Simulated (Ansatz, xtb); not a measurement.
# Relative energy of two isomers of C6H6GeO

We compare I, `C#CC1=CC=[CH][GeH2][O]1`, a singlet, with II, `C#[C][Ge@@H]1[CH2]C=C[C]1=O`, a singlet. Both are isolated molecules in the gas phase, relaxed with B3LYP/def2-SVP; the shapes shown needn't be the lowest conformers.

I (Å):

```yaml
atoms:
  - { symbol: C, position_ang: [-0.7531, -2.2248, 2.8826] }
  - { symbol: C, position_ang: [-0.5580, -1.2919, 2.1307] }
  - { symbol: C, position_ang: [-0.3196, -0.1900, 1.2416] }
  - { symbol: C, position_ang: [-1.3535, 0.5872, 0.7904] }
  - { symbol: C, position_ang: [-1.2127, 1.7159, -0.1057] }
  - { symbol: C, position_ang: [-0.0585, 2.1906, -0.6428] }
  - { symbol: Ge, position_ang: [1.5871, 1.3020, -0.1953] }
  - { symbol: O, position_ang: [0.9724, -0.0220, 0.9215] }
  - { symbol: H, position_ang: [-0.9256, -3.0501, 3.5477] }
  - { symbol: H, position_ang: [-2.3542, 0.3285, 1.1376] }
  - { symbol: H, position_ang: [-2.1504, 2.2248, -0.3626] }
  - { symbol: H, position_ang: [-0.0879, 3.0566, -1.3101] }
  - { symbol: H, position_ang: [2.6085, 2.1090, 0.6358] }
  - { symbol: H, position_ang: [2.3181, 0.5738, -1.3445] }
```

II (Å):

```xyz
14

C     0.1554    0.5516    4.0828
C    -0.0009    0.1597    2.9408
C     1.0617    0.3273   -0.1082
C     0.2396    1.1771   -1.0489
C    -1.0978    1.3032   -0.9149
C    -1.7699    0.5730    0.1897
Ge   -0.2757   -0.4232    1.1488
O    -2.9560    0.5905    0.4199
H     0.2908    0.8956    5.0923
H    -0.3924   -1.9562    1.1202
H     1.6143   -0.4492   -0.6639
H     1.8207    0.9377    0.4093
H     0.7583    1.7020   -1.8610
H    -1.7085    1.9165   -1.5848
```

Question: Estimate E(II) − E(I) at the level CCSD(T)/def2-SVP + ΔMP2/def2-TZVPP.

Answer: Too close to call at this level: CCSD(T)/def2-SVP + ΔMP2/def2-TZVPP gives E(II) − E(I) = +0.64 kcal/mol.

How the difference moves with the method:

| level | geometry | E(II) − E(I) (kcal/mol) | departure from the last row (kcal/mol) | job, with rough time for the two |
| --- | --- | --- | --- | --- |
| GFN2-xTB | GFN2-xTB | +27.66 | +27.02 | optimisation, 0.15 s |
| HF/STO-3G | GFN2-xTB | −9.10 | −9.73 | single point, 0.56 s |
| r2SCAN-D4/def2-SVP | GFN2-xTB | +4.68 | +4.04 | single point, 4.8 s |
| B3LYP/def2-SVP | B3LYP/def2-SVP | +5.95 | +5.32 | optimisation, 54 s |
| HF/def2-SVP | B3LYP/def2-SVP | +4.00 | +3.36 | part of the CCSD(T) run |
| MP2/def2-SVP | B3LYP/def2-SVP | +4.92 | +4.28 | part of the CCSD(T) run |
| CCSD(T)/def2-SVP | B3LYP/def2-SVP | +3.85 | +3.22 | single point |
| CCSD(T)/def2-SVP + ΔMP2/def2-TZVPP | B3LYP/def2-SVP | +0.64 |  | single point, 2.3 min |

As drawn, II has 2 C–Ge, 1 C=O, 1 C–H in place of 1 C=C, 1 Ge–O, 1 C–O, 1 Ge–H. Structure I has a 6-membered ring, II a 5-membered ring.

The largest departure from CCSD(T)/def2-SVP + ΔMP2/def2-TZVPP is that of GFN2-xTB, 27.02 kcal/mol. The last row adds to CCSD(T) the change of the MP2 difference between the two basis sets, here −3.22 kcal/mol, a large step that makes the value less sure.

With thermal terms from frequencies at re-optimised GFN2-xTB minima (ideal gas, soft modes damped towards free rotors, one conformer each, 298.15 K, 1 atm): on the last row, ΔE + ΔZPE = +1.96, ΔH = +2.31, ΔG = +1.46 kcal/mol.

The correlated steps freeze 16 core orbitals; the filled d shell of Ge is correlated, in a basis made for valence electrons. Mirror images aren't counted in ΔG. Programs: Ansatz 0.2.0, xtb 6.7.1; the last row on 4 threads of Arm Neoverse V2 on a shared host.

The near-degeneracy reflects compensation between quite different bonding patterns. Isomer I gains a strong, polar Ge–O bond and a conjugated dienyl ether carrying the alkynyl group, while II gains a carbonyl π bond and exchanges a Ge–H bond for a stronger C–H bond. The acyl–germanium link in II is comparatively weak, which probably offsets part of the carbonyl's advantage.

In the def2-SVP basis, HF, MP2 and CCSD(T) give +4.00, +4.92 and +3.85 kcal/mol, so correlation largely cancels between the isomers. Enlarging the basis matters more and favours II, probably through a better description of the polarised carbonyl and the germanium bonds. The zero-point contribution favours I, as expected when a soft Ge–H stretch is replaced by a stiffer C–H stretch. The results support close energetic competition, not a secure preference for either isomer. Near-equal energies also don't imply easy interconversion, which would require extensive reorganisation of the σ framework.
